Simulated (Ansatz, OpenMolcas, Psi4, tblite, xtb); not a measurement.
# A ladder of methods for BF3 (boron trifluoride)

BF3 has 4 atoms, charge 0, and is taken as a singlet. SMILES: `FB(F)F`. The shape is that of a PBE0-D4/def2-TZVP optimisation.

```xyz
4

F     0.5439    0.2107    1.1743
B     0.0000    0.0000    0.0000
F    -0.2652   -1.2235   -0.3896
F    -0.2787    1.0128   -0.7847
```

Each level gives the HOMO–LUMO gap (eV). The values are calculated.

```tsv
level	kind	program	value (eV)	CPU time
GFN0-xTB	semi-empirical	xtb	6.44	under 2 s
GFN1-xTB	semi-empirical	tblite	9.09	under 2 s
HF/aug-cc-pVDZ	Hartree–Fock	Psi4	19.42	20 s
SVWN5/aug-cc-pVDZ	LDA	Ansatz	9.44	2.4 s
BLYP/aug-cc-pVDZ	GGA	Ansatz	9.12	4.1 s
TPSS/aug-cc-pVDZ	meta-GGA	Psi4	9.53	70 s
PBE0/aug-cc-pVDZ	global hybrid	OpenMolcas	12.13	19 s
wB97X/aug-cc-pVDZ	range-separated hybrid	Psi4	16.33	52 s
DSD-PBEP86/aug-cc-pVDZ (density fitting for correlation)	double hybrid	Psi4	16.88	18 s
PBE-QIDH/aug-cc-pVDZ	double hybrid	Ansatz	16.78	5.1 s
```

The values span 6.44 to 19.42 eV. Orbital gaps aren't excitation energies, and those of double hybrids come from the SCF part alone; they tend to grow with the share of exact exchange. CPU times are rough (shared hosts, several kinds of processor): they show what a rung costs within a factor of a few.

All the levels describe BF3 as a molecule with a wide orbital gap, but they don't fix its size. The three semilocal functionals lie close together, from 9.12 to 9.53 eV, whereas PBE0 gives 12.13 eV and wB97X 16.33 eV, close to both double hybrids. This pattern probably reflects how nonlocal exchange stabilises the compact occupied orbitals more than the empty ones.

The wide gap itself has a chemical origin. The highest occupied orbitals are essentially fluorine lone pairs, held deep by fluorine's electronegativity. Donation from the filled fluorine π orbitals into the formally vacant boron 2p orbital pushes the corresponding π* level up. With diffuse functions in the basis, the LUMO may instead be a spread-out, weakly molecular orbital, so the gap needn't measure the energy of the boron-centred acceptor level. Nor does a wide gap contradict the well-known Lewis acidity of BF3, which also depends on the cost of pyramidalisation and on the strength of the new donor–boron bond.
